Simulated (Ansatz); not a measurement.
# A series in volume scale on ScZn

Periodic Kohn-Sham DFT of a crystal at fixed atoms, scaled to volume_scale times the given cell; pressure positive in compression, energy less spherical unpolarised free atoms, largest_vzz the field gradient of largest size among the nuclei. The results are calculated, by Ansatz 0.2.0.

The cell before it is scaled or strained (space group Pm-3m, No. 221):
```
ScZn
1.0
      3.3500     0.0000     0.0000
      0.0000     3.3500     0.0000
      0.0000     0.0000     3.3500
Sc Zn
1 1
Direct
  0.00000 0.00000 0.00000
  0.50000 0.50000 0.50000
```

Settings of every row: method all-electron PAW; functional PBEsol; relativity scalar; k mesh 10x10x10; filling fermi-dirac; smearing width 0.03 eV; nucleus gaussian.

Atom start moment: 0 on all atoms.

```
row  volume scale  V (Å³/atom)  pressure (GPa)
  1          0.94        17.67           1.618
  2          0.96       18.046          -0.206
  3          0.98       18.422          -1.843
  4          0.99        18.61          -2.597
  5             1       18.798          -3.311
  6          1.01       18.986               ?
  7          1.02       19.174          -4.627
  8          1.04        19.55          -5.807
  9          1.06       19.926          -6.863
```

Question: what pressure should row 6 give?

Worked fit of pressure. Take u = (V_r/V)^(2/3) − 1 with V_r = 18.704 Å³ an atom, which is twice the finite (Eulerian) strain; such expansions in the strain, on which the Birch-Murnaghan equation of state is built, carry the rest volume and the bulk modulus. The shown rows have u = 0.03864, 0.02416, 0.01018, 0.00336, -0.00334, -0.01641, -0.02906, -0.04131. Least squares give pressure = −2.9585 + 106.553 × u + 299.78 × u² + 204 × u³ GPa; a parabola predicts inner rows, each left out in turn, worse (root mean square 0.0032 against 0.00044 GPa). All shown rows lie on it to the printed digit. The pressure vanishes at u = 0.0259, or V = 18 Å³ an atom, and there the bulk modulus at fixed shape and fractions is B = −V dP/dV = (2/3)(1 + u) dP/du = 83.8 GPa. The withheld row has u = -0.00993, so the fit gives −2.9585 + 106.553 × (-0.00993) + 299.78 × (-0.00993)² + 204 × (-0.00993)³ = -3.987 GPa.

The calculation gave -3.987 GPa. The fit meets it to the printed digit.
